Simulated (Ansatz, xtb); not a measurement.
Relative energy of two isomers of BGeH5O2

Structure I: `OB[O][GeH3]`, a singlet. Structure II: `O[B](O)[GeH3]`, a singlet. Both are isolated molecules in the gas phase, relaxed with PBE0-D3(BJ)/def2-SVP; the shapes shown needn't be the lowest conformers.

I (Å):

```xyz
9

B     1.6116    0.3902    0.2476
Ge    0.6410   -1.0431   -2.0699
O     0.4753    1.0779    0.5335
O     1.7499   -0.4846   -0.7841
H    -0.2566    0.8930   -0.0658
H     2.5620    0.5782    0.9702
H    -0.7571   -0.4252   -1.8375
H     1.2270   -0.5676   -3.4046
H     0.5823   -2.5711   -1.9663
```

II (Å):

```yaml
atoms:
  - { symbol: B, position_ang: [0.9582, 0.2320, 0.0243] }
  - { symbol: Ge, position_ang: [-0.1834, 0.9161, -1.5671] }
  - { symbol: O, position_ang: [0.3683, 0.1942, 1.2490] }
  - { symbol: O, position_ang: [2.2362, -0.1602, -0.2224] }
  - { symbol: H, position_ang: [0.9234, -0.1416, 1.9635] }
  - { symbol: H, position_ang: [2.7220, -0.4822, 0.5468] }
  - { symbol: H, position_ang: [-0.9534, 2.2014, -1.2008] }
  - { symbol: H, position_ang: [0.6747, 1.2168, -2.8114] }
  - { symbol: H, position_ang: [-1.2384, -0.1335, -1.9781] }
```

Q: Estimate E(II) − E(I) at the level CCSD(T)/def2-SVP + ΔMP2/def2-TZVPP.

A: Calculated at CCSD(T)/def2-SVP + ΔMP2/def2-TZVPP: E(II) − E(I) = +39.6 kJ/mol, so structure I lies lower.

How the difference moves with the method:

| level | geometry | E(II) − E(I) (kJ/mol) | departure from the last row (kJ/mol) | job, with rough time for the two |
| --- | --- | --- | --- | --- |
| GFN2-xTB | GFN2-xTB | +94.7 | +55.1 | optimisation, 0.32 s |
| HF/STO-3G | GFN2-xTB | +59.4 | +19.8 | single point, 0.62 s |
| r2SCAN-D4/def2-SVP | GFN2-xTB | +31.5 | −8.1 | single point, 3.4 s |
| PBE0-D3(BJ)/def2-SVP | PBE0-D3(BJ)/def2-SVP | +26.9 | −12.7 | optimisation, 41 s |
| HF/def2-SVP | PBE0-D3(BJ)/def2-SVP | +55.1 | +15.5 | part of the CCSD(T) run |
| MP2/def2-SVP | PBE0-D3(BJ)/def2-SVP | +45.5 | +5.9 | part of the CCSD(T) run |
| CCSD(T)/def2-SVP | PBE0-D3(BJ)/def2-SVP | +41.7 | +2.2 | single point |
| CCSD(T)/def2-SVP + ΔMP2/def2-TZVPP | PBE0-D3(BJ)/def2-SVP | +39.6 |  | single point, 26 s |

As drawn, II has 1 B–Ge, 1 O–H in place of 1 Ge–O, 1 B–H.

The levels shown agree on the order. The largest departure from CCSD(T)/def2-SVP + ΔMP2/def2-TZVPP is that of GFN2-xTB, 55.1 kJ/mol. The last row adds to CCSD(T) the change of the MP2 difference between the two basis sets, here −2.2 kJ/mol.

With harmonic frequencies from PBE0-D3(BJ)/def2-SVP (ideal gas, rigid rotor, one conformer each, 1000 K, 1 atm): on the last row, ΔE + ΔZPE = +41.6 kJ/mol. A mode under 50 cm⁻¹ makes harmonic enthalpies and free energies unreliable, so none is given.

The correlated steps freeze 12 core orbitals; the filled d shell of Ge is correlated, in a basis made for valence electrons. Programs: Ansatz 0.2.0, xtb 6.7.1; the last row on 2 threads of Intel(R) Xeon(R) Platinum 8488C (Sapphire Rapids) on a shared host.

Structure I, with germyl bound through oxygen, lies below the germylboronic acid II by 39.6 kJ/mol, and zero-point energy widens the gap slightly. Both isomers keep two B–O bonds and a trigonal boron that accepts π density from oxygen, so this stabilisation largely cancels. What remains is the exchange of Ge–O and B–H bonds for B–Ge and O–H bonds. The strong O–H bond favours II, but probably doesn't make up for replacing a polar Ge–O bond and a firm B–H bond with a weak, nearly nonpolar B–Ge bond. The zero-point shift fits the stiffer O–H stretch replacing that of B–H.

At fixed geometry and basis, correlation favours II, reducing the Hartree–Fock gap from +55.1 to +41.7 kJ/mol with CCSD(T). PBE0 goes further, to +26.9 kJ/mol, so it gets the preference right but understates its size. The energy difference supports a thermodynamic preference between these two gas-phase structures, but says nothing about the barrier to their interconversion.
